Question: How short is the EXAFS mean free path at the Ce K edge compared with Ce L3?

I study CeO2 films (a high-κ oxide on Si) and can measure either at the Ce L3 edge or at the Ce K edge near 40 keV. People tell me the K edge is "killed by the core-hole width", and also that it gives better data. I would like numbers. My EXAFS equation for a shell of N atoms at distance R is

χ(k) = [N S0² |f(k)| / (kR²)] · sin(2kR + φ(k)) · exp(−2σ²k²) · exp(−2R/λ(k)),

with ħ²k²/2m = E, the photon energy above threshold. My inputs, all of them typical or assumed values:

- edge energies (typical): K 40443 eV, L2 6164 eV, L3 5723 eV
- core-hole widths, full width at half maximum (typical): Γ(K) = 15 eV, Γ(L3) = 3.5 eV
- photoelectron self-energy (assumed constant): |Im Σ| = 4.0 eV
- fluorite CeO2, a = 5.411 Å (typical): 8 O at a√3/4, 12 Ce at a/√2
- σ²(Ce–Ce) = 0.004 Å² (typical, room temperature)
- instrument resolution, FWHM (assumed): 5.0 eV at K, 1.0 eV at L3
- the first Fourier peak lies Δ = 0.4 Å below the true distance (typical)

(a) What is λ(k) at the two edges, and how much does each shell lose? (b) Is λ the inelastic mean free path tabulated for XPS? (c) How does the resolution enter? (d) What happens to N and σ² if my Γ(K) is 1.5 eV too small? (e) Is the K edge worth it?

Answer

With your inputs the model gives λ = 1.325 k at L3 and λ = 0.663 k at K (λ in Å, k in Å⁻¹). The K-edge path is half as long at the same k, and the loss fades as 1/k in the exponent.

1. Why the formula holds

Conventions: time dependence exp(−iEt/ħ), outgoing waves exp(+ipr), Im Σ < 0, all widths are full widths at half maximum, and motion is non-relativistic. The 40 keV of the photon is spent on the binding energy; the photoelectron has under 1 keV, and at k = 16 Å⁻¹ its energy is 0.19 % of mc².

Two things destroy the coherent final state. The electron can scatter inelastically, which the optical potential Σ(E) describes. The core hole can decay, with population exp(−Γt/ħ) and hence amplitude exp(−Γt/2ħ). The second gives the absorption spectrum a Lorentzian smearing

L(E − E′) = (Γ/2π) / [(E − E′)² + Γ²/4].

The absorption is μ(E) ∝ −Im⟨c|d† G(E) d|c⟩, with c the core orbital, d the dipole operator and G the retarded Green's function of the photoelectron. G is analytic in the upper half of the energy plane and falls off at infinity. Closing the convolution integral there picks up only the pole of L at E′ = E + iΓ/2, so

∫ L(E − E′) G(E′) dE′ = G(E + iΓ/2).

Lorentzian smearing is therefore the same as evaluating the theory at a complex energy. Between the atoms G propagates as exp(ip|r − r′|)/|r − r′|. If the real part of the potential is absorbed in the energy zero, the momentum obeys

ħ²p²/2m = E + iΓ/2 − i Im Σ = ħ²k²/2m + iW, with W = |Im Σ| + Γ/2.

Write p² = k² + iα with α = 2mW/ħ². The imaginary part of this equation is 2 Re p · Im p = α, exactly. Expanding the root,

p = k + iα/(2k) + α²/(8k³) − iα³/(16k⁵) + …

so Im p = [mW/(ħ²k)] · [1 − α²/(8k⁴) + …]. The wave goes out to the neighbour and back, a distance 2R, and χ is linear in the returning amplitude exp(2ipR). Its modulus is exp(−2R Im p), which identifies

λ = 1/Im p = (ħ²/m) k / (|Im Σ| + Γ/2) = 7.62 eV Å² × k / (|Im Σ| + Γ/2).

The same thing in time: the round trip lasts τ = 2R/v with v = ħk/m, and the amplitude decays as exp(−Wτ/ħ). The inverse lengths add, 1/λ = 1/λΣ + 1/λΓ, with λΣ = (ħ²/m)k/|Im Σ| and λΓ = 2(ħ²/m)k/Γ.

2. Part (a): the numbers

Distances: R1 = 5.411 Å × √3/4 = 2.343 Å (Ce–O) and R2 = 5.411 Å/√2 = 3.826 Å (Ce–Ce).

W(L3) = 4.0 eV + 3.5 eV/2 = 5.75 eV, so λ(L3) = 7.62 eV Å² × k / 5.75 eV = 1.325 Å² × k.
W(K) = 4.0 eV + 15 eV/2 = 11.5 eV, so λ(K) = 0.663 Å² × k.
Without a core hole, λΣ = 1.905 Å² × k.

That W(K) is exactly twice W(L3) is an accident of the rounded inputs. The core hole supplies 30 % of W at L3 and 65 % at K.

The L3 spectrum ends where the L2 edge begins, 6164 eV − 5723 eV = 441 eV above threshold. With ħ²/2m = 3.81 eV Å² this is k = √(441/3.81) Å⁻¹ = 10.76 Å⁻¹, so the L3 entries at k = 16 Å⁻¹ are left empty. D1 and D2 are exp(−2R/λ) for R1 and R2.

k (Å⁻¹) | E (eV) | λΣ (Å) | λ L3 (Å) | λ K (Å) | D1 L3 | D1 K | D2 L3 | D2 K
4 | 61 | 7.6 | 5.3 | 2.7 | 0.41 | 0.17 | 0.24 | 0.056
8 | 244 | 15.2 | 10.6 | 5.3 | 0.64 | 0.41 | 0.49 | 0.24
10 | 381 | 19.0 | 13.3 | 6.6 | 0.70 | 0.49 | 0.56 | 0.32
16 | 975 | 30.5 | – | 10.6 | – | 0.64 | – | 0.49

One entry in full, K edge, Ce–O, k = 8 Å⁻¹. The speed is v = ħk/m = 92.6 Å/fs, and the round trip of 2R1 = 4.686 Å takes 51 as. The hole lifetime ħ/Γ is 44 as at K and 188 as at L3, so the 1s hole lives about as long as the trip to oxygen and back. The core factor is exp(−R1Γ/((ħ²/m)k)) = exp(−2.343 Å × 15 eV / 60.96 eV Å) = exp(−0.577) = 0.562. The self-energy factor is exp(−4.686 Å × 4.0 eV / 60.96 eV Å) = exp(−0.307) = 0.735. The product is 0.413, the table's 0.41. At L3 the core factor is only 0.874.

The ratio of the two edges is the sturdier result, because Σ at a given k is a property of the medium and cancels:

D(K)/D(L3) = exp[−R (Γ(K) − Γ(L3)) / ((ħ²/m) k)].

With a width difference of 11.5 eV this is exp(−3.54 Å⁻¹/k) for Ce–O and exp(−5.77 Å⁻¹/k) for Ce–Ce, or 0.64 and 0.49 at k = 8 Å⁻¹. The exponent grows with R, so the wide hole acts as a filter against distant shells and long multiple-scattering paths, for which 2R is replaced by the total path length.

The large Γ also makes the K edge less sensitive to Σ. Changing |Im Σ| from 3 to 5 eV moves λ at k = 8 Å⁻¹ from 12.8 to 9.0 Å at L3, but only from 5.8 to 4.9 Å at K.

3. How far to trust these figures

The expansion of the root. At K, α = 11.5 eV / 3.81 eV Å² = 3.02 Å⁻². The exact root is Im p = √{[√(k⁴ + α²) − k²]/2}. At k = 4 Å⁻¹ it gives λ = 2.66 Å against 2.65 Å from the first-order formula, in line with α²/(8k⁴) = 0.44 %. At k = 2 Å⁻¹ it gives 1.41 Å against 1.33 Å. This correction is harmless in the EXAFS range.

The Fermi cutoff. Occupied states are missing from the convolution, so the contour argument holds only where the Lorentzian tail below threshold is small. That tail carries the weight (1/π) arctan(Γ/2E), which at K is 3.9 % at k = 4 Å⁻¹ and 1.0 % at k = 8 Å⁻¹. It varies smoothly with E and mainly affects the background and the edge-step normalisation.

The slope of the phase, which is the largest correction. The shift E → E + iΓ/2 acts on the whole path amplitude A(k) exp(iΦ), with Φ = 2kR + φ(k), and not only on exp(2ikR). It moves k by iδ, with δ = (Γ/2)/((ħ²/m)k) = 0.123 Å⁻¹ at K and k = 8 Å⁻¹. The damping is then exp(−δ dΦ/dk). The Fourier peak sits at half of dΦ/dk, so dΦ/dk = 2(R − Δ), and the core factor becomes exp(−(R − Δ)Γ/((ħ²/m)k)). For Ce–O the exponent shrinks by Δ/R1 = 17 %. At k = 8 Å⁻¹ the K-edge core factor rises from 0.56 to 0.62, a factor 1.10, and the L3 one by a factor 1.02. If Δ is the same at both edges, which is an assumption since the final states are p at K and mainly d at L3, the ratio K/L3 goes from 0.64 to 0.69. A scattering code that works at complex energy keeps λ = 1/Im p and carries this factor in its complex phase shifts, so it should not be applied twice. The k dependence of A gives a phase, δ · d ln A/dk, which for an assumed A ∝ k⁻³ has magnitude 0.046 rad at k = 8 Å⁻¹.

The energy zero. Between the atoms the kinetic energy is counted from the interstitial potential, so Re p exceeds k. For an assumed net offset of 10 eV, Re p/k − 1 is 8 % at k = 4 Å⁻¹ and 2 % at k = 8 Å⁻¹, and λΣ lengthens by as much. For the Γ part this effect is already contained in the slope of Φ against the experimental k.

Split thresholds. CeO2 typically shows two L3 final-state configurations, with different 4f occupation. Two copies of χ with equal weight, shifted by s, reduce the amplitude by |cos(st/2)|, where t = τ/ħ = 2R/((ħ²/m)k). For an assumed s = 7 eV at k = 8 Å⁻¹, t is 0.0769 eV⁻¹ for Ce–O and 0.1255 eV⁻¹ for Ce–Ce, and the factors are 0.964 and 0.905. This is outside λ, and it is a sizeable part of the L3 core damping. A similar splitting is expected under the wide K line, in which case it largely cancels in the ratio.

Taken together, the D values are good to two figures as arithmetic and to roughly ten or twenty per cent as physics, worse at k = 4 Å⁻¹.

4. Part (b): λ against the inelastic mean free path

They differ by a factor of two, and by the core hole. The inelastic mean free path λi of electron spectroscopy describes an intensity, I(x) ∝ exp(−x/λi). A wave exp(ipx) has intensity exp(−2x Im p), so with Γ = 0

λi = 1/(2 Im p) = λΣ/2.

EXAFS is an interference term, linear in the amplitude of the scattered wave, so its λ is an amplitude length. The inelastic factor can be written either as exp(−2R/λΣ) or as exp(−R/λi). For |Im Σ| = 4.0 eV, λi is 3.8, 7.6, 9.5 and 15.2 Å at k = 4, 8, 10 and 16 Å⁻¹. Putting λi into exp(−2R/λ) by mistake squares the factor: 0.54 in place of 0.735 for Ce–O at k = 8 Å⁻¹. To use a tabulated λi, convert it by

1/λ = 1/(2λi) + Γ/(2(ħ²/m)k).

Γ has no place in λi, because an electron that has left the atom is not attenuated when the hole behind it decays. It only loses the ability to interfere at the absorbing site. Losses caused by the sudden creation of the hole belong to S0² and are also outside λ.

5. Part (c): resolution

If the instrument function is a Lorentzian of width w, the contour argument applies a second time and shifts the energy by a further iw/2. So Γ is replaced by Γ + w, which restates that two Lorentzians convolve to a Lorentzian with the summed width. Then

W(K) = 4.0 eV + (15 + 5.0) eV/2 = 14.0 eV, λ = 60.96 eV Å / 14.0 eV = 4.4 Å at k = 8 Å⁻¹,
W(L3) = 4.0 eV + (3.5 + 1.0) eV/2 = 6.25 eV, λ = 9.8 Å at k = 8 Å⁻¹.

At K the extra factor exp(−wt/2) is 0.83 for Ce–O and 0.73 for Ce–Ce.

The rule is specific to the Lorentzian. Near a given k the signal oscillates in energy as exp(iEt), so any symmetric smearing multiplies it by the Fourier transform of the line shape at t. For a Lorentzian this is exp(−wt/2), linear in R/k, which is why it fits the form exp(−2R/λ). For a Gaussian it is exp(−σE²t²/2), quadratic in R/k, with σE = w/√(8 ln 2) = 2.12 eV for w = 5.0 eV. The factors are then 0.987 for Ce–O and 0.965 for Ce–Ce. A Gaussian of the same width does far less harm, because it lacks the long tails, and it cannot be written as a mean free path independent of R. A monochromator whose resolution is set by slits and beam divergence has weak tails, so adding its full width to Γ overstates the damping, and the Lorentzian figures are a pessimistic case.

6. Part (d): a wrong Γ in the fit

If the theory uses a Γ(K) that is too small by δΓ = 1.5 eV, the data carry an extra factor exp(−b/k), where for Ce–O

b = R1 δΓ/(ħ²/m) = 2.343 Å × 1.5 eV / 7.62 eV Å² = 0.461 Å⁻¹.

The fit imitates it with a scale factor B on N S0² and a shift of σ²: −b/k ≈ ln B − 2Δσ²k². As an estimate, match the two sides at k = 6 and 14 Å⁻¹, where b/k is 0.0769 and 0.0329. Subtracting the two conditions,

−2Δσ² (196 − 36) Å⁻² = 0.0439, so Δσ² = −1.4 × 10⁻⁴ Å².

Then ln B = −b/(6 Å⁻¹) + 2Δσ² × 36 Å⁻² = −0.087, and B = 0.92. At fixed S0², eight oxygens come out as 7.3, and σ² comes out slightly small. For a film in which oxygen vacancies are the question, that bias would be read as chemistry. Fixing S0² on a stoichiometric CeO2 reference at the same edge, with the same resolution and k range, removes it for that shell. The bias grows with R, so one scale factor does not remove it for all shells, whereas refining a single imaginary energy shift on the reference does.

7. Part (e): which edge

The lifetime exponent falls as 1/k and the Debye–Waller exponent rises as k². For Ce–Ce they are equal when 2R2W/((ħ²/m)k) = 2σ²k², that is

k³ = R2 W / ((ħ²/m) σ²).

This gives k = 11.3 Å⁻¹ at K and 9.0 Å⁻¹ at L3. Above these values disorder, not lifetime, limits the signal. At k = 16 Å⁻¹ the K-edge Ce–Ce path keeps 0.49 from λ but only exp(−2 × 0.004 × 256) = 0.13 from σ², so cooling the sample gains more there than any improvement in resolution. With the present inputs the K-edge damping at 16 Å⁻¹ equals the L3 damping at 8 Å⁻¹.

What the K edge buys is range, since no further Ce edge lies above it. Two distances can be separated when they differ by about π/(2Δk). Starting both fits at k = 4 Å⁻¹, L3 offers at most Δk = 6.76 Å⁻¹, or 0.23 Å, while K data to 16 Å⁻¹ offer Δk = 12 Å⁻¹, or 0.13 Å. What it costs is the low-k end, where a light scatterer such as oxygen is strongest: at k = 4 Å⁻¹ the K-edge Ce–O signal is 0.41 of the L3 one and the Ce–Ce signal 0.24 of it. The near-edge structure, with features a few eV apart, is smeared by a 15 eV line. So use L3 for valence and for oxygen at low k, and K for the Ce–Ce shell and for resolving distances, provided the film gives enough signal.

These lengths are the model's, not measured properties of CeO2. The constant 4.0 eV was chosen so that λi comes out at the size typical of oxides, some 6 to 8 Å near 250 eV and 15 to 20 Å near 1 keV. Below about k = 3 Å⁻¹ the real |Im Σ| typically drops steeply, because plasmon and interband losses close, so a constant value makes λ too short there: by up to a factor W/(Γ/2), which is 3.3 at L3 and 1.5 at K in the limit Im Σ → 0. For k from 8 to 16 Å⁻¹ the model's K-edge λ runs from 5.3 to 10.6 Å, with about two thirds of 1/λ due to the core hole.